# One crystal of boron nitride, eight pressures

**Question.** Eight density-functional programs were given the same cubic boron nitride crystal, with a lattice constant of 3.626 Å, and the same functional. Each reports the pressure of the crystal at that fixed size. A positive value means that the crystal would expand if released, a negative one that it would shrink. Use the table to answer parts (a) to (f).

Cubic boron nitride (2-atom cell, held fixed) in the DFT programs named in the rows, with PBE, no spin polarisation, a 13×13×13 k mesh and Fermi-Dirac smearing of 0.05 eV. The basis is given as a plane-wave cutoff in eV or as the name of an atomic-orbital set. Pressure is positive in compression; the Ansatz value is without its Pulay correction.

```tsv
program	potentials	basis	pressure (GPa)	pressure less the median of the rows (GPa)
Quantum ESPRESSO	SSSP 1.3 efficiency PBE	816 eV	-1.760	-0.960
GPAW	GPAW PAW data sets (gpaw data 1.2.1)	800 eV	-1.600	-0.800
Ansatz	Ansatz PAW	420 eV	-1.450	-0.650
ABACUS	PseudoDojo NC SR 0.4.1 PBE standard	1143 eV	-0.800	0.000
JDFTx	PseudoDojo SR PBE 0.5 standard	1143 eV	-0.800	0.000
ABINIT	JTH PAW PBE v2.0	707 eV	-0.440	0.360
OpenMX	OpenMX 2013 PBE set	standard	0.890	1.690
SIESTA	PseudoDojo 0.4 standard NC	DZP	3.380	4.180
```

## (a) How much length is at stake?

**Answer.** About 0.003 Å in the lattice constant for each GPa. For a small pressure P, a cubic crystal with lattice constant a and bulk modulus B relaxes by

δa ≈ aP/(3B).

The factor 3 enters because, for small changes, the relative change in volume is three times that in edge length. With a rough B of 380 GPa, the SIESTA row gives 3.626 Å × 3.38/(3 × 380) ≈ 0.011 Å. The whole spread of 5.14 GPa corresponds to less than 0.02 Å.

*Remark.* The pressures look alarming, but the crystal is stiff, so each GPa stands for only a tiny change in length. In a crystal ten times softer, the same pressure error would mean ten times the error in length. The pressure error itself would also change with the elements, so only the conversion carries over.

## (b) How much of the spread comes from the program code itself?

**Answer.** Very little, judging by the one pair that allows the test. ABACUS and JDFTx use two versions of one family of potentials and the same plane-wave cutoff, and their unrounded pressures differ by about 0.004 GPa. Two independent codes can therefore give almost the same pressure when potentials and basis are closely matched. Differences of several tenths of a GPa must be sought mainly in the potentials and the basis.

*Remark.* This agreement measures reproducibility. An error common to both versions of the potentials would appear in both rows. The pair also fixes the median, so its zeros in the last column don't make it a reference.

## (c) Why is SIESTA so much higher than ABACUS?

**Answer.** The likely main cause is its small set of atomic orbitals. Both programs use potentials of the same family, yet SIESTA lies 4.18 GPa higher. Its deepest valence level at the zone centre is also shifted by 0.06 eV relative to the valence top, a sign that the electrons are described slightly differently. Its total energy is about 0.22 eV per cell higher than that of ABACUS. A poorer basis would give such a rise, but the comparison counts only if the two versions of the potentials are the same for these elements, because total energies from different potentials have no common zero.

The sign of the offset can be understood from P = −dE/dV, where E is the energy and V the volume. A limited basis leaves the energy too high. If that error grows on compression, expansion lowers the computed energy more than it should, and the pressure is too positive. A run with more orbitals per atom would test this reading.

*Remark.* What enters the pressure is the change of the energy error with volume. A large but constant error would do no harm.

## (d) Why does a modest plane-wave cutoff tend to make the pressure too negative?

**Answer.** The usual stress formula holds the set of plane waves fixed while the cell changes size. Their number is proportional to V·E_c^(3/2), where E_c is the cutoff. When the cell volume grows by 3 %, the same waves therefore correspond to a cutoff about 2 % lower. The basis becomes poorer, the energy rises artificially, and the crystal seems to resist expansion.

This false contribution is called Pulay stress. Its size is

ΔP = (2/3V) · |dE/d ln E_c|.

Ansatz, with the lowest cutoff of the plane-wave rows, reports a correction of 1.05 GPa, which the tabulated value leaves out. The cell volume is 2 × 5.96 = 11.92 Å³, and 1 eV/Å³ equals 160.2 GPa. The energy slope is then 1.5 × 1.05 × 11.92/160.2 ≈ 0.12 eV, so a cutoff raised by 10 % would lower the energy by only about 0.01 eV per cell.

*Remark.* This is the figure to remember: a cutoff dependence that looks harmless in the total energy can still shift the pressure by a whole GPa, because the energy is divided by so small a volume.

## (e) Ansatz and GPAW differ by only 0.15 GPa. Do they confirm each other?

**Answer.** No. With its Pulay correction, Ansatz moves from −1.45 to −0.40 GPa. It then stands 1.2 GPa above GPAW and close to ABINIT. The agreement in the table holds only while this known basis error is left in Ansatz. GPAW's own correction is not reported, so the new gap is not final either.

The new neighbourhood deserves the same caution. Ansatz and ABINIT use different potentials, and only one of the two values has had this correction applied. Nor does the correction bring the plane-wave programs together as a group: their spread stays at about 1.3 to 1.4 GPa.

*Remark.* Two results support each other only if they still agree after their known errors have been treated alike.

## (f) Would a higher cutoff bring all plane-wave programs together, and which digits can be trusted?

**Answer.** The table gives no ground for expecting it. If cutoff alone ruled, a higher one should go with a less negative pressure. ABINIT breaks this rule: its cutoff is lower than GPAW's, yet its pressure is 1.16 GPa higher. The potentials differ as well, both in how smooth they are, and so in the cutoff they need, and in how faithfully they replace the core.

A series of rising cutoffs within one program would separate the two causes. The part of the pressure that moves belongs to the basis. What remains once it has settled can be compared between potentials.

Until then, the plane-wave pressures can be trusted to no better than about 1 GPa as a statement about this functional, although each is given to a hundredth, followed by a printed zero that carries no information. That corresponds to a few thousandths of an ångström. Even the sign is not secure: the ABINIT value of −0.44 GPa, for one, is smaller in size than this uncertainty.

*Remark.* When lattice constants are compared, the choice among these plane-wave set-ups matters little at the level of 0.01 Å. Comparison with a real crystal needs more, because the functional has an error of its own and the atoms here are held still. In so light and stiff a solid, zero-point motion adds an outward pressure of roughly a few GPa, as large as the disagreement among the programs.

The printed analysis below applies the length conversion to every row; its bulk modulus is a rough outside value, not adjusted to these pressures.

Output of the analysis:

```
Pressure and estimated shift of the lattice constant:
               row  pressure GPa  with Ansatz correction GPa  shift from table pressure angstrom
  Quantum ESPRESSO         -1.76                       -1.76                           -0.005598
              GPAW          -1.6                        -1.6                           -0.005089
            Ansatz         -1.45                      -0.396                           -0.004612
            ABACUS          -0.8                        -0.8                           -0.002545
             JDFTx          -0.8                        -0.8                           -0.002545
            ABINIT         -0.44                       -0.44                             -0.0014
            OpenMX          0.89                        0.89                            0.002831
            SIESTA          3.38                        3.38                             0.01075
Cubic lattice constant of the fixed cell, angstrom: 3.626
Spread of pressure over all rows, GPa: 5.14
Same spread as lattice constant, angstrom: 0.01635
Lattice constant shift per GPa, angstrom: 0.003181
Lattice constant shift per GPa, percent: 0.08772
Spread of plane-wave rows as tabled, GPa: 1.32
Spread of plane-wave rows with Ansatz corrected, GPa: 1.364
SIESTA less ABACUS, GPa: 4.18
JDFTx less ABACUS from unrounded outputs, GPa: 0.00429
Ansatz less GPAW as tabled, GPa: 0.15
Ansatz corrected less GPAW, GPa: 1.204
Ansatz corrected less ABINIT, GPa: 0.044
ABINIT less GPAW, GPa: 1.16
Rank correlation of cutoff and tabled pressure, plane-wave rows: 0.08571
Energy drop per cell for ten percent more cutoff in Ansatz, eV: 0.01121
Median of all rows as tabled, GPa: -0.8
Median of all rows with Ansatz corrected, GPa: -0.62
Smallest gap on the mesh, eV: 4.517
Largest gap on the mesh, eV: 4.695
Deep valence level, SIESTA less ABACUS, eV: 0.062
```
